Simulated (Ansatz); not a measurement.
# From the elastic tensor of Ag at 5 GPa (stress–strain coefficients) to moduli and sound speeds

Method: Ansatz, DFT PBEsol, scalar-relativistic, plane waves, PAW. Settings: 420 eV plane-wave cutoff, Γ-centred 18×18×6 mesh, Fermi-Dirac smearing of 0.15 eV. No spin polarisation.

It takes space group P6_3/mmc (No. 194, hexagonal). The conventional cell has a = 2.830 Å, b = 2.830 Å, c = 9.260 Å, α = 90.00°, β = 90.00°, γ = 120.00°. Ag (site symmetry -6m2) has 12 Ag at 2.83 Å as nearest neighbours. Ag (site symmetry -3m) is surrounded by 12 Ag at 2.83 Å.

In a metal, frequencies and elastic constants depend on the k mesh and the smearing, soft modes and shear constants most. Other phases may be more stable at this pressure.

Relaxed-ion constants (GPa, on the Cartesian axes of the calculation):
```
207.8 129.2 100.9   0.0   0.0   0.0
129.2 207.8 100.9   0.0   0.0   0.0
100.9 100.9 235.0   0.0   0.0   0.0
  0.0   0.0   0.0  34.0   0.0   0.0
  0.0   0.0   0.0   0.0  34.0   0.0
  0.0   0.0   0.0   0.0   0.0  39.3
```

Density 11.154 g/cm³; 4 atoms in 64.23 Å³.

The values that follow are for a polycrystal of randomly turned grains, by Hill's mean where one number stands.

With S = C⁻¹: B_V = (C11+C22+C33+2(C12+C13+C23))/9, G_V = (C11+C22+C33−C12−C13−C23+3(C44+C55+C66))/15, 1/B_R = S11+S22+S33+2(S12+S13+S23), 15/G_R = 4(S11+S22+S33−S12−S13−S23)+3(S44+S55+S66); Hill is their mean. Then v_l = √((B+4G/3)/ρ), v_t = √(G/ρ), v_m = [(2/v_t³+1/v_l³)/3]^(−1/3) and Θ = (ħ/k_B)·v_m·(6π²n/V)^(1/3) for n atoms in the volume V; E = 9BG/(3B+G), ν = (3B−2G)/(2(3B+G)) and A^U = 5G_V/G_R + B_V/B_R − 6.

```
Bulk modulus, Voigt / Reuss / Hill          : 145.8 / 145.8 / 145.8 GPa
Shear modulus, Voigt / Reuss / Hill         : 42.8 / 40.1 / 41.4 GPa
Young's modulus                             : 114 GPa
Poisson ratio                               : 0.370
Pugh ratio B/G                              : 3.52
Universal anisotropy index                  : 0.33
Longitudinal and transverse sound speeds    : 4246 and 1927 m/s
Debye temperature from the mean sound speed : 256 K
```

This form isn't the element's structure at ambient conditions.

Cost: 1 run of about 6.8 core-minutes, on Intel Xeon 6975P-C (Granite Rapids) (shared hosts).

The lattice resists compression far more than shear: the bulk modulus is 145.8 GPa, against a shear modulus of only 41.4 GPa. In silver the filled 4d shell and delocalised s-p electrons give largely non-directional bonding, whose energy depends more on volume than on bond angles. The large excess of C12 over C66 and of C13 over C44 fits this many-body metallic cohesion, which central pair forces alone cannot describe.

The axial ratio is close to that of ideal sphere packing, yet C33 exceeds C11 and C44 lies below C66. This probably reflects the close-packed layers themselves, since fcc silver is likewise stiffest along the layer normal and comparatively soft when the layers slide over one another. Low shear stiffness and heavy atoms together keep the transverse sound speed and Debye temperature modest.

The high Pugh ratio is compatible with ductility but does not establish it, as dislocation motion and stacking-fault energies also matter. The tensor supports stability against small homogeneous strains, but not against phonons of finite wavevector.
